**Why does the 1s energy of Li+ to Ne+ show a strongly growing screening while the 1s radius hardly does?**

I have Dirac-Hartree-Fock results for the 1s orbital of the singly charged second-period ions.

Singly charged ions Li+ to Ne+, computed with the B-spline radial atomic code, version 1, using all-electron four-component Dirac-Coulomb Hartree-Fock at the radial basis-set limit. Each ion is spherical and averaged over its nl configuration, with a Fermi model of the nuclear charge.

```
species   Z  electrons  configuration  ε(1s1/2) (hartree)  <r>(1s1/2) (bohr)  <r²>(1s1/2) (bohr²)
    Li+   3          2            1s2            -2.79264            0.57229              0.44522
    Be+   4          3       [He] 2s1            -5.13925            0.41489              0.23293
     B+   5          4       [He] 2s2            -8.18820            0.32514              0.14259
     C+   6          5   [He] 2s2 2p1            -11.9034            0.26795             0.096782
     N+   7          6   [He] 2s2 2p2            -16.3062            0.22789             0.069985
     O+   8          7   [He] 2s2 2p3            -21.3984            0.19825             0.052956
     F+   9          8   [He] 2s2 2p4            -27.1816            0.17543             0.041461
    Ne+  10          9   [He] 2s2 2p5            -33.6572            0.15731             0.033338
```

From Li+ to Ne+ the charge Z grows by a factor of 10/3. The mean radius shrinks by 3.64, a little more than that, and the orbital energy grows by 12.05. When I turn both into effective charges they disagree. Hydrogenic formulas give Ne+ a charge of about 9.5 from the radius and about 8.2 from the energy, and the gap widens along the row. Which is the real screening? There also seems to be a kink between B+ and C+. Is it physical?

**Answer**

Both numbers are correct readings, but of different things: the radius responds to the force on the 1s electron, the energy to the potential it sits in. Electrons of the n = 2 shell supply much potential and almost no force.

In the table, ε(1s1/2) is the orbital eigenvalue in hartree, <r> the mean distance from the nucleus in bohr and <r²> the mean square distance. Let σ_E be the screening such that a one-electron ion of charge Z − σ_E has the energy ε, which is −(Z − σ_E)²/2 without relativity. Let σ_r be the screening read from <r> = 1.5/(Z − σ_r). The values below use the Dirac forms of these formulas. Along the row σ_E climbs from 0.637 to 1.799 and σ_r creeps from 0.379 to 0.482. Both rise at every step.

**Li+: two screenings with no outer electrons**

The split exists already in Li+, where the two 1s electrons are alone. Give both the function exp(−ζr). Each has kinetic energy ζ²/2 and nuclear attraction −Zζ, and their repulsion is 5ζ/8. The total energy is E = ζ² − 2Zζ + 5ζ/8, with its minimum at ζ = Z − 5/16. The repulsion enters E once for two electrons, so the size of the orbital is screened by half of 5/8.

The eigenvalue belongs to one electron, which feels the whole repulsion: ε = ζ²/2 − Zζ + 5ζ/8. At the minimum this is −Z²/2 + 5Z/8 − 1.5(5/16)². Matching it to −(Z − σ_E)²/2 gives σ_E close to 5/8. The table's 0.637 agrees. The electron–nucleus energy of the same run fixes <1/r>, and the screening read from that is 0.3127, against 5/16 = 0.3125.

The value from <r> is larger, 0.379, because the true orbital is not one exponential. Near the nucleus the electron sees the full charge. Far out, the Li+ orbital must decay with exponent √(−2ε) = 2.36, more slowly than the 2.69 that <1/r> implies. Since <r> weights the tail, it returns something between, 2.62. The tail as cause is an argument from the asymptotic form of the orbital equation. That the shape departs from hydrogenic is visible directly: <r²>/<r>² is 1.359 for Li+, and a single exponential gives 4/3. Even "the" size screening therefore depends on the moment chosen.

**What an outer shell does**

A spherical shell of charge produces no field inside itself, only a constant potential equal to its charge over its radius. A constant added to the Hamiltonian moves the eigenvalue and leaves the orbital unchanged. So n outer electrons (n is the electron count minus two) should raise ε by an amount S near the sum of their <1/r>, and should alter the 1s shape only through the small part of their charge that overlaps it. The model is

ε = −Z²/2 + 5Z/8 + (relativistic part) + c + S.

The relativistic part comes from the Dirac level and the repulsion of two Dirac hydrogenic densities; it reaches −0.054 hartree at Ne+. The constant c describes the relaxation of the two-electron core. It was set on Li+ alone and came out as −0.167 hartree, compared with −0.146 for the single exponential. The first four terms are the core value, and S for each ion is the table value minus the core value.

B+ tests this closely and was not used to set c. Its core value is −12.5 + 3.125 − 0.0026 − 0.1674 = −9.545 hartree. Each 2s electron should add F0 − G0/2, where F0 is the direct 1s–2s repulsion and G0 the exchange integral, halved because only one spin in two exchanges. The integrals of the same run give 1.406 − 0.046 = 1.360 hartree for the pair. The sum is −8.185 hartree against the table's −8.188. For Be+ the agreement is as good. These integrals are part of the Fock operator, so their presence in ε is no discovery. What the comparison checks is that the core behaves as an almost frozen two-electron ion with the constant of Li+.

The sum of <1/r> over the outer electrons should be an upper bound to S, since charge inside the 1s shell contributes less than its 1/r, and exchange lowers S further. S is 87 % of the sum in Be+, 91 % in N+ and 93 % in F+.

**Ne+ worked through**

Slater's rules supply S without any orbital data. An n = 2 electron sees Zeff = Z − 2(0.85) − 0.35(n − 1), and a hydrogenic n = 2 orbital has <1/r> = Zeff/4. For Ne+, n = 7:

- Zeff = 10 − 1.7 − 2.1 = 6.2
- S = 7 × 6.2/4 = 10.85 hartree
- core value = −50 + 6.25 − 0.054 − 0.167 = −43.97 hartree
- ε = −43.97 + 10.85 = −33.12 hartree

The table has −33.66 hartree, so the estimate is too shallow by 1.6 % of the table value, and no Ne+ value was used to set c. The miss has one sign from Be+ to Ne+: the actual S is 92 to 95 % of the Slater value, as it should be for an estimate that ignores penetration and exchange. Part of the miss is hidden by a second error: in Be+, N+ and F+, where the comparison was made, the Slater sum of <1/r> is itself a few per cent below the computed one. Of the gap between the bare −50 and the table, the outer electrons account for 10.3 hartree, more than the 1s partner does.

This also explains why σ_E keeps growing. Along the row n rises with Z, and each outer electron's potential rises too as the shell contracts, so S is quadratic in Z. A straight line S/n = a + bZ fitted to Be+ through Ne+ has slope b = 0.158 hartree, near the Slater slope of 0.65/4, and reproduces ε within 0.01 hartree. The second difference of ε is then −1 + 2b = −0.684 instead of the hydrogenic −1. The table gives −0.688 to −0.692 for the differences centred on C+ to F+. Relativity supplies part of the remainder: its second difference at F+ is −0.0210 + 2(0.0348) − 0.0544 = −0.006. A curvature of 0.69 means that Z − σ_E grows by √0.69 = 0.83 per step, so σ_E grows by 0.17, which is what the 2p steps show.

Two simpler pictures fail. One constant screening fitted to all eight energies misses by up to 2.6 hartree, because no constant can change the curvature. The slight loosening of the 1s orbital cannot explain the growth of σ_E either. In the single-exponent formula a drop of ζ by 0.10 moves ε by about −0.03 hartree, which is the wrong sign and hundreds of times too small. The row-by-row values stand in the output printed below.

**The kink at B+/C+**

The steps in σ_r are 0.006 and 0.003 for the two 2s electrons, then 0.017 to 0.020 for each 2p electron. Rounding of the table leaves σ_r uncertain by at most 0.0003, so the kink is in the calculation. It does not come from the relativistic correction, since the nonrelativistic reading has it as well. That correction is worth 0.017 at Ne+, about one whole step, and is only approximate for a screened orbital. The slow growth of the 2p steps vanishes without it and should be given no meaning.

The shape changes course at the same place. If only the 1s partner distorted the orbital, the excess of <r²>/<r>² over the hydrogenic value would fall as 1/(Z − σ_r). The product of the two is indeed near 0.07 for Li+, Be+ and B+. It then gains about 0.01 per 2p electron, up to 0.126 at Ne+. The 2p electrons act more on the tail, where they overlap the 1s orbital, than on the inner part: between N+ and F+ the screening per added electron is 0.019 from <r> but 0.012 from <1/r>.

Theory argues for two additive causes. Some 2p charge lies inside the outer part of the 1s orbital and screens it directly. Exchange with 2p lowers the energy more when the overlap is larger, so it too draws the 1s orbital outward. A single-exponent estimate of both terms gives a screening of order 0.01 per 2p electron, the right magnitude and no more than that.

Why 2s does less is not settled by these numbers. The simple penetration picture points the other way, because 2s has density at the nucleus and 2p almost none. A plausible guess is that same-spin exchange and orthogonality cancel much of the direct push: for equal spins, the direct and exchange parts of the 2s potential cancel exactly in the matrix element that would mix 1s with 2s. There is also a convention at work. In Be+ the open 2s shell lets the energy decide how 1s and 2s are separated. From B+ on both shells are closed, they can be rotated into each other at no cost in total energy, and the program chooses. A small rotation changes <r> in first order in the angle but ε only in second order. The agreement of the B+ energy to 0.003 hartree therefore does not clear the B+ radius. The step from Be+ to B+ may be partly convention. The steps from B+ to Ne+ share one situation and can be compared with each other, although their size still refers to the program's choice of 1s.

The energy has a milder irregularity in the same place. The second differences centred on Be+ and B+ are −0.702 and −0.666, on either side of the later values. The ratio of S to the Slater value points to a likely cause: it is 0.920 for both Be+ and B+, jumps to 0.933 at C+ and rises more slowly after that. A 2s electron seems to deliver a smaller share of its nominal potential, as expected from an inner lobe that lies within the 1s shell and exchanges with it. The <1/r> sums support this: S is 87 % of the sum in both Be+ and B+, although Z has changed, and 91 % in N+, where two 2p electrons have joined.

Nothing happens at the half-filled shell of O+, and nothing could. The open-shell rows are averages over all states of the configuration, which removes Hund's-rule exchange within 2p and any spin splitting of the 1s level.

**What ε is not**

The eigenvalue is a frozen-orbital quantity without correlation, so σ_E is not the screening of an ionisation energy. In Li+, −ε is 75.99 eV, the difference of separately relaxed total energies is 74.47 eV, and the tabulated theoretical value given with the run is 75.64 eV. In this ion relaxation and correlation largely cancel. With an outer shell to contract around a 1s hole, relaxation is larger and no such cancellation should be assumed. Breit and QED terms are absent from the table; the run puts the Breit shift of the F+ 1s level near 0.26 eV.

**Neighbouring series**

The two-electron ions Li+, Be2+, B3+ and so on have S = 0. Both screenings should stay nearly flat there, σ_E near 5/8, and the curvature of ε should return to −1. The neutral atoms have one more outer electron at each Z. Their 1s radii should be almost those of the ions. The newcomer adds some screening, but at fixed Z the whole n = 2 shell swells and overlaps the 1s orbital less. From carbon on, where 2p electrons were already present, σ_r should therefore change by less than one 2p step of the row. The eigenvalue ε moves up by the newcomer's potential less the loss from the swelling of the shell. For neon the Slater form gives 8 × 5.85/4 − 10.85 = 0.85 hartree, an estimate likely to be somewhat high. This sensitivity of a core level to outer charge at fixed core size is the initial-state part of the chemical shift in core spectroscopy. In the third period the added electrons sit in n = 3, where <1/r> is much smaller, so their contribution to the steps in σ_E should drop sharply at Mg+, the first singly charged ion with a 3s electron (at sodium for the neutral atoms). For the 2s and 2p orbitals themselves the contrast should fade, since electrons added to the same shell supply force as well as potential.

Numerical output:

```
ion sigma_E sigma_r(Dirac) sigma_r(nonrel) floor <r2>/<r>^2 excess excess*(Z-sigma_r)
Li+  0.6368  0.3794  0.3790  0.0000  1.3594  0.0260  0.068
Be+  0.7942  0.3856  0.3846  0.0000  1.3532  0.0198  0.071
B+   0.9537  0.3887  0.3866  0.0001  1.3488  0.0153  0.071
C+   1.1216  0.4055  0.4019  0.0001  1.3480  0.0144  0.081
N+   1.2905  0.4236  0.4179  0.0001  1.3476  0.0140  0.092
O+   1.4599  0.4424  0.4338  0.0002  1.3474  0.0137  0.103
F+   1.6295  0.4619  0.4496  0.0002  1.3472  0.0134  0.114
Ne+  1.7991  0.4816  0.4647  0.0003  1.3472  0.0133  0.126
rounding floor of shape ratio about 0.0001
steps sigma_E [0.157 0.159 0.168 0.169 0.169 0.17  0.17 ]
steps sigma_r [0.0062 0.003  0.0169 0.0181 0.0188 0.0195 0.0197]
total rise: sigma_E 1.162, sigma_r 0.102; Ne+/Li+ eps ratio 12.05, <r> Li+/Ne+ 3.64
2nd differences of eps, centred Be+..F+ [Eh] [-0.7023 -0.6662 -0.6876 -0.6894 -0.691  -0.6924] floor 2e-4
c from Li+ = -0.1674 Eh; single-exponent theory -1.5*(5/16)^2 = -0.1465
relativistic part of core [Eh] [-0.0002 -0.0009 -0.0026 -0.006  -0.0118 -0.021  -0.0348 -0.0544]
S/n = a + bZ: a -0.1074 Eh, b 0.1581 Eh (Slater slope 0.1625); curvature -1+2b = -0.684
rival: one constant screening, sigma = 1.487; residuals are model - table
ion core S S/n Slater S/Slater err_eps_Slater% res_linear res_constsigma [Eh]
Li+   -2.7926  0.0000 0.0000   0.000    nan  0.00  0.0000   1.648
Be+   -5.6684  0.5291 0.5291   0.575  0.920  0.89 -0.0041   1.982
B+    -9.5451  1.3569 0.6784   1.475  0.920  1.44  0.0092   2.018
C+   -14.4234  2.5200 0.8400   2.700  0.933  1.51  0.0034   1.720
N+   -20.3042  3.9980 0.9995   4.250  0.941  1.55 -0.0012   1.110
O+   -27.1885  5.7901 1.1580   6.125  0.945  1.57 -0.0036   0.189
F+   -35.0772  7.8956 1.3159   8.325  0.948  1.58 -0.0034  -1.041
Ne+  -43.9719 10.3147 1.4735  10.850  0.951  1.59 -0.0004  -2.578
steps of S/n, Be+..Ne+ [Eh] [0.1493 0.1616 0.1595 0.1585 0.1579 0.1576]
rival: 1s expansion alone moves eps(Ne+) by -0.032 Eh against S = 10.31 Eh
Be+: n*F0 0.5486, -n*G0/2 -0.0178, sum 0.5308, S - sum -0.0017 Eh
B+: n*F0 1.4058, -n*G0/2 -0.0462, sum 1.3596, S - sum -0.0027 Eh
Be+: sum n<1/r> 0.6076 Eh, S/sum 0.871
N+: sum n<1/r> 4.3850 Eh, S/sum 0.912
F+: sum n<1/r> 8.5152 Eh, S/sum 0.927
sigma from <1/r>(1s): Li+ 0.3127, Be+ 0.3177, N+ 0.3435, F+ 0.3682 ; 5/16 = 0.3125
N+ to F+ per 2p electron: from <1/r> 0.0123, from <r> 0.0191
Li+ tail exponent sqrt(-2eps) 2.363, charge from <r> 2.621, from <1/r> 2.687
N+ crude 2p screening: direct 0.004 + exchange 0.005 (order of magnitude)
F+ crude 2p screening: direct 0.004 + exchange 0.005 (order of magnitude)
```
